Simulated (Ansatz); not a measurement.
A family of molecules: the HOMO–LUMO gap

One atom is swapped for its congeners: CH6OSn `C[O][SnH3]`; CH6SSn `C[S][SnH3]`; Se(CH3)(SnH3). All are singlets with charge 0.

Shapes, held fixed at every level: PBE0-D4/def2-TZVP. Programs: Ansatz 0.2.0. Values in eV.

```
                level  CH6OSn  Se(CH3)(SnH3)
    PBE-D4/def2-TZVPP    4.76           3.90
 r2SCAN-D4/def2-TZVPP    5.46           4.42
   PBE0-D4/def2-TZVPP    7.10           5.83
r2SCAN0-D4/def2-TZVPP    7.57           6.15
   wB97M-V/def2-TZVPP   10.95           9.56
   wB97X-V/def2-TZVPP   11.37           9.97
```

Q: Estimate the column for CH6SSn from its neighbours.

A: The mean of the neighbours at wB97X-V/def2-TZVPP is 10.67 eV, against 10.49 from the run. All rows: PBE-D4/def2-TZVPP 4.27; r2SCAN-D4/def2-TZVPP 4.83; PBE0-D4/def2-TZVPP 6.29; r2SCAN0-D4/def2-TZVPP 6.65; wB97M-V/def2-TZVPP 10.03; wB97X-V/def2-TZVPP 10.49 eV. At wB97X-V/def2-TZVPP the HOMO–LUMO gap falls at every step, from 11.37 to 9.97 eV. Every level shows the same order. For atoms past krypton def2 sets carry core potentials with scalar relativity. Relativity is left out for Se unless named. Orbital gaps aren't excitation energies, and the LUMO depends on the basis.

The gap narrows from oxygen through sulfur to selenium with every functional, but not evenly: the sulfur compound lies closer to the selenium compound than to the oxygen one, so the mean of the neighbours overestimates its gap at every level. The HOMO is probably mainly a chalcogen p lone pair, which rises in energy as the valence shell becomes more diffuse and less tightly bound. The large step comes after oxygen, whose 2p shell is unusually compact, whereas sulfur and selenium are more alike because the filled 3d shell screens the selenium nucleus poorly. Weaker overlap in the longer tin–chalcogen bond may also lower a σ* level and add to the narrowing.

The choice of functional moves the gap far more than the chalcogen does, from 4.76 to 11.37 eV for the oxygen compound, probably reflecting mostly the share and range of exact exchange. The ordering is therefore much better supported than any absolute gap. Without the individual orbital energies, the narrowing can't be divided between a rising HOMO and a falling LUMO.
